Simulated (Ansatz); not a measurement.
# Pressure shift of the zone-centre TO and LO modes of zinc-blende SiC from −12 to +30 GPa, LDA linear response

The usual rule of thumb gives a phonon line one fixed shift in cm⁻¹ per GPa. I put it to the test here on zinc-blende SiC, from tension of 11.96 GPa to compression of 29.65 GPa. The coefficient matters because a Raman line is a convenient gauge of stress in SiC films and devices, and an error in it goes straight into the stress. The frequencies are harmonic LDA values for the static lattice, and I count shifts from the cell relaxed at zero pressure. T2 is the mode without the macroscopic field, which is the transverse (TO) frequency; the top LO mode includes that field. The input pairs LDA with PAW data labelled PBE, a mismatch that I expect to touch absolute frequencies more than their slopes.

## Calculations

One crystal, SiC (zinc-blende) (known phase (3C)). Its volume was then scaled in steps, which gives the pressures listed, with shape and atoms relaxed where symmetry leaves them free. The structures stem from measured cells of the Crystallography Open Database, directly or through a relaxation at another level; cell and atoms were relaxed at zero pressure at each row's own level, inside the symmetry of the start, with no thermal or zero-point expansion. Program: Ansatz 0.2.0, plane waves, LDA, the program's earlier default PAW potentials, scalar-relativistic without spin-orbit coupling, no spin polarisation. Wave-function cutoff 420 eV (the default for the potentials of each cell); on the k meshes (Γ-centred) the least product of divisions and cell-vector length runs from 35 to 38 Å. Occupations: fixed in the linear-response runs, Gaussian smearing of 0.02 eV in the single points at the scaled volumes. Harmonic modes at natural masses come from linear response (density functional perturbation theory), with the acoustic sum rule imposed. Born charges and ε∞ come from the response to a homogeneous electric field, checked for convergence in its k mesh; the charge sum rule is imposed.

Notes on method and selection:

- Harmonic values at the static lattice; measured values carry thermal expansion and anharmonic shifts at their temperature.
- Modes are followed from row to row by the overlap of their patterns.
- Semilocal functionals put Kohn-Sham gaps below measured gaps and, as a rule, ε∞ above measured values.
- Negative pressure is tension; other phases that would form under pressure are ignored.
- dω/dP = γω₀/B₀, with γ the mode Grüneisen parameter and B₀ = −V dP/dV the bulk modulus.
- Runs that did not converge, have known faults, used another set of PAW files or may not be shown are not listed.

Columns:

- pressure (GPa): hydrostatic pressure of the static lattice, compression positive.
- ε static: static dielectric constant, ions relaxed.
- Kohn-Sham gap (eV): Kohn-Sham gap, lowest empty minus highest filled level on the k mesh.
- T2 (cm⁻¹): zone-centre mode T2, no LO-TO term.
- volume per atom (Å³): volume per atom of the relaxed cell.
- energy (meV/atom): static energy per atom above the relaxed cell.
- top LO mode (cm⁻¹): highest zone-centre mode with the macroscopic field.

Input lines of one member:

```
kpoints:
  mp_grid: { grid: [12, 12, 12] }
hamiltonian:
  xc: lda
  pseudopotentials: { kind: paw, azcp: { folder: soft_1 }, xc_functional: pbe }
scf:
  occupations: { method: fixed }
output:
  eigenvalues: true
phonons:
  method: dfpt
  dielectric: true
  rigid_motions: translations
  raman: true
```

Command (options for logging and memory left out): `ansatz run input.yaml --threads 4 --backend cpu`

## Computed values

| member | pressure (GPa) | ε∞ | ε static | Kohn-Sham gap (eV) | T2 (cm⁻¹) | volume per atom (Å³) | energy (meV/atom) | top LO mode (cm⁻¹) |
| --- | --- | --- | --- | --- | --- | --- | --- | --- |
| −11.96 GPa | −11.96 | 7.084 | 10.61 | 1.35 | 746.4 | 10.75 | 23.82 | 913.5 |
| −8.36 GPa | −8.36 | 7.027 | 10.51 | 1.33 | 762.8 | 10.55 | 10.93 | 932.8 |
| −4.38 GPa | −4.38 | ? | ? | ? | ? | ? | ? | ? |
| −0.00 GPa | 0.00 | 6.920 | 10.30 | 1.30 | 797.8 | 10.14 | 0.00 | 973.3 |
| +2.36 GPa | 2.36 | 6.896 | 10.25 | 1.29 | 807.0 | 10.04 | 0.75 | 983.9 |
| +4.83 GPa | 4.83 | ? | ? | ? | ? | ? | ? | ? |
| +10.16 GPa | 10.16 | 6.826 | 10.10 | 1.26 | 835.8 | 9.74 | 12.44 | 1016.8 |
| +16.03 GPa | 16.03 | 6.782 | 10.01 | 1.24 | 856.0 | 9.53 | 28.97 | 1039.7 |
| +22.50 GPa | 22.50 | 6.742 | 9.91 | 1.22 | 877.0 | 9.33 | 53.27 | 1063.5 |
| +29.65 GPa | 29.65 | 6.704 | 9.82 | 1.20 | 899.0 | 9.13 | 86.21 | 1088.1 |

Cells marked ? are withheld until the estimate has been made.

Least-squares fits to the members shown, with x = pressure (GPa); R² in the fitted variables, residuals in the unit of y:

| y | members | fit | R² | rms residual | leave-one-out rms | standard deviation of y |
| --- | --- | --- | --- | --- | --- | --- |
| T2 (cm⁻¹) | 8 | y = 795.1 + 3.663 x | 1.00 | 3.2 | 4.8 | 54 |
| volume per atom (Å³) | 8 | y = 10.194 − 0.038822 x | 0.99 | 0.060 | 0.090 | 0.57 |

## What drives the series

Both modes harden from each row to the next. Between −8.36 and +10.16 GPa, T2 gains (835.8 − 762.8) / 18.52 = 3.94 cm⁻¹ per GPa and the LO mode (1016.8 − 932.8) / 18.52 = 4.54 cm⁻¹ per GPa. The LO mode therefore shifts most in wavenumbers. In relative terms T2 leads: over the whole series it rises by a factor 899.0 / 746.4 = 1.204, the LO mode by 1088.1 / 913.5 = 1.191.

I find no kink among the rows, but a steady bend. The T2 slope is (762.8 − 746.4) / 3.60 = 4.56 cm⁻¹ per GPa between the two rows under strongest tension and (899.0 − 877.0) / 7.15 = 3.08 between the two at highest pressure. The straight-line fit hides this behind an R² of 1.00; it lies above the data at both ends and 2.7 cm⁻¹ below them at zero pressure.

The cause is the stiffening of the crystal. Shorter Si–C bonds have larger force constants, but each further GPa shortens them less. In $d\omega/dP = \gamma\omega/B$, with $B = -V\,dP/dV$, the mean volumes (10.75 + 10.55) / 2 = 10.65 and (9.33 + 9.13) / 2 = 9.23 Å³ give B of about 10.65 × 3.60 / 0.20 = 192 GPa in the first interval and 9.23 × 7.15 / 0.20 = 330 GPa in the last. With the mean T2 frequencies there, (746.4 + 762.8) / 2 = 754.6 and (877.0 + 899.0) / 2 = 888.0 cm⁻¹, γ is 4.56 × 192 / 754.6 = 1.16 and 3.08 × 330 / 888.0 = 1.14, equal within the rounding of the volumes. The frequency follows volume by a nearly constant power law, and the bend belongs to the pressure–volume curve.

The LO–TO splitting widens from 175.5 cm⁻¹ at zero pressure to 189.1 cm⁻¹ at 29.65 GPa. The difference of the squared frequencies goes as $Z^{*2}/(\varepsilon_\infty V)$, where $Z^*$ is the Born charge. Compression raises the magnitude of $Z^*$ (computed, though not tabled) and lowers both ε∞ and V, so all three changes widen the splitting. The rise of both frequencies offsets part of this, because the splitting is the difference of the squares divided by the sum of the two frequencies.

## Estimating the withheld member

Plain estimates from the members shown:

- +4.83 GPa, fit at x = 4.83: 812.8 cm⁻¹
- +4.83 GPa, straight-line interpolation between +2.36 GPa and +10.16 GPa: w = (4.83 − 2.36) / (10.16 − 2.36) = 0.317, so 807.0 + 0.317 × (835.8 − 807.0) = 816.1 cm⁻¹
- −4.38 GPa, fit at x = −4.38: 779.1 cm⁻¹
- −4.38 GPa, straight-line interpolation between −8.36 GPa and −0.00 GPa: w = (−4.38 − (−8.36)) / (0.00 − (−8.36)) = 0.476, so 762.8 + 0.476 × (797.8 − 762.8) = 779.5 cm⁻¹

The global line is the weaker of the plain estimates, since it misses the zero-pressure row by 2.7 cm⁻¹. Interpolation between neighbours is better, but a chord lies below a curve that bends downwards, so both estimates need a small upward correction. I take it from a parabola through the two neighbours and the next nearest row,

$$\omega(P) = \omega_1 + s(P-P_1) + c(P-P_1)(P-P_2),$$

where s is the slope between the neighbours 1 and 2, and c is the change of slope divided by the span of the three rows.

For +4.83 GPa the third row is 0.00 GPa, and c = (3.692 − 3.898) / 10.16 = −0.0203. This gives 807.0 + 2.47 × 3.692 + 0.0203 × 2.47 × 5.33 = 816.4 cm⁻¹.

For −4.38 GPa the third row is +2.36 GPa, and c = (3.898 − 4.187) / 10.72 = −0.0270. This gives 762.8 + 3.98 × 4.187 + 0.0270 × 3.98 × 4.38 = 779.9 cm⁻¹.

I tried the route on two shown rows. For zero pressure, from −8.36, +2.36 and +10.16 GPa, s = (807.0 − 762.8) / 10.72 = 4.123 and c = (3.692 − 4.123) / 18.52 = −0.0233, which gives 762.8 + 8.36 × 4.123 + 0.0233 × 8.36 × 2.36 = 797.7 against 797.8 cm⁻¹. For +10.16 GPa, from 0.00, +2.36 and +16.03 GPa, s = (856.0 − 807.0) / 13.67 = 3.584 and c = (3.584 − 3.898) / 16.03 = −0.0196, which gives 807.0 + 7.80 × 3.584 + 0.0196 × 7.80 × 5.87 = 835.9 against 835.8 cm⁻¹. Both misses are about 0.1 cm⁻¹, which I take as the standard deviation.

**Committed estimate, +4.83 GPa: T2 = 816.4 ± 0.1 cm⁻¹.**  
**Committed estimate, −4.38 GPa: T2 = 779.9 ± 0.1 cm⁻¹.**

## How the estimate fared

| member | pressure (GPa) | ε∞ | ε static | Kohn-Sham gap (eV) | T2 (cm⁻¹) | volume per atom (Å³) | energy (meV/atom) | top LO mode (cm⁻¹) |
| --- | --- | --- | --- | --- | --- | --- | --- | --- |
| −4.38 GPa | −4.38 | 6.972 | 10.40 | 1.32 | 780.0 | 10.34 | 2.83 | 952.7 |
| +4.83 GPa | 4.83 | 6.872 | 10.20 | 1.28 | 816.4 | 9.94 | 3.02 | 994.7 |

| member | estimate | T2 (cm⁻¹) | computed | estimate − computed | miss in error bars |
| --- | --- | --- | --- | --- | --- |
| +4.83 GPa | committed | 816.4 | 816.4 | 0.0 | 0.0 |
| +4.83 GPa | fit | 812.8 | 816.4 | −3.6 |  |
| +4.83 GPa | interpolation | 816.1 | 816.4 | −0.3 |  |
| −4.38 GPa | committed | 779.9 | 780.0 | −0.1 | 1.0 |
| −4.38 GPa | fit | 779.1 | 780.0 | −0.9 |  |
| −4.38 GPa | interpolation | 779.5 | 780.0 | −0.5 |  |

The estimate for +4.83 GPa agrees with the computed 816.4 cm⁻¹ to the last digit shown. The one for −4.38 GPa is 0.1 cm⁻¹ low, just at the edge of its error bar. Both beat straight interpolation, which fell short by 0.3 and 0.5 cm⁻¹, and the global line, which fell short by 3.6 and 0.9 cm⁻¹.

The correction for the bend had the right sign and nearly the right size. On the tension side it was slightly small, perhaps because I took the third row from the compressed side, where the curve bends less; a miss of 0.1 cm⁻¹ is also what rounding can produce.

A good interpolation shows only that the curve is smooth. The new volumes say more about the mechanism: between the two new rows γ is ln(816.4 / 780.0) / ln(10.34 / 9.94) = 0.04561 / 0.03945 = 1.16, in line with the 1.16 and 1.14 found at the ends of the series. This supports a nearly constant power law in volume, with the bend coming from the growing bulk modulus.

## Where the trend breaks

Least-squares fits to the whole series, with x = pressure (GPa); R² in the fitted variables, residuals in the unit of y:

| y | members | fit | R² | rms residual | leave-one-out rms | standard deviation of y |
| --- | --- | --- | --- | --- | --- | --- |
| T2 (cm⁻¹) | 10 | y = 795.6 + 3.654 x | 1.00 | 3.1 | 4.4 | 49 |
| volume per atom (Å³) | 10 | y = 10.184 − 0.038616 x | 0.99 | 0.058 | 0.082 | 0.52 |

Largest departures from the fit to the whole series:

| member | T2 (cm⁻¹) | fit | computed − fit | in rms residuals |
| --- | --- | --- | --- | --- |
| −11.96 GPa | 746.4 | 751.9 | −5.5 | 1.8 |
| +29.65 GPa | 899.0 | 903.9 | −4.9 | 1.6 |
| +4.83 GPa | 816.4 | 813.2 | +3.2 | 1.0 |
| +10.16 GPa | 835.8 | 832.7 | +3.1 | 1.0 |

No single row stands out. The computed values lie below the straight line at both ends (−5.5 cm⁻¹ at −11.96 GPa, −4.9 at +29.65 GPa) and above it in the middle (+3.2 at +4.83 GPa, +3.1 at +10.16 GPa), which is the pattern a line leaves on a curve that bends downwards. The slope between neighbouring rows falls at every step, from 4.56 to 3.08 cm⁻¹ per GPa, so I see a fault of the straight line here and not of any member.

## Rules of thumb and their limits

Around zero pressure T2 shifts by (816.4 − 780.0) / 9.21 = 3.95 cm⁻¹ per GPa and the LO mode by (994.7 − 952.7) / 9.21 = 4.56. A TO shift of 1 cm⁻¹ thus stands for 1 / 3.95 = 0.25 GPa of hydrostatic pressure. Kept fixed, this coefficient turns the shift of 101.2 cm⁻¹ at 29.65 GPa into 101.2 / 3.95 = 25.6 GPa, which is 4.0 GPa too low. A film under biaxial stress needs other coefficients, because such stress has a smaller hydrostatic part and also splits the T2 mode.

Inside the range, a parabola through three nearby rows gives a new member to about 0.1 cm⁻¹ at this level of theory.

I know of no omitted effect as large as the 152.6 cm⁻¹ that T2 spans here. Thermal expansion and anharmonicity do shift the measured lines, though, and an offset of 10 cm⁻¹ in TO would be misread as 10 / 3.95 = 2.5 GPa, so a gauge should use shifts from a measured zero-pressure line at the same temperature.

[Logs are printed without paths, hosts, clocks, repeated set-up lines and the standing remarks that a program may print on its own settings, such as how far it seeks lower states.]
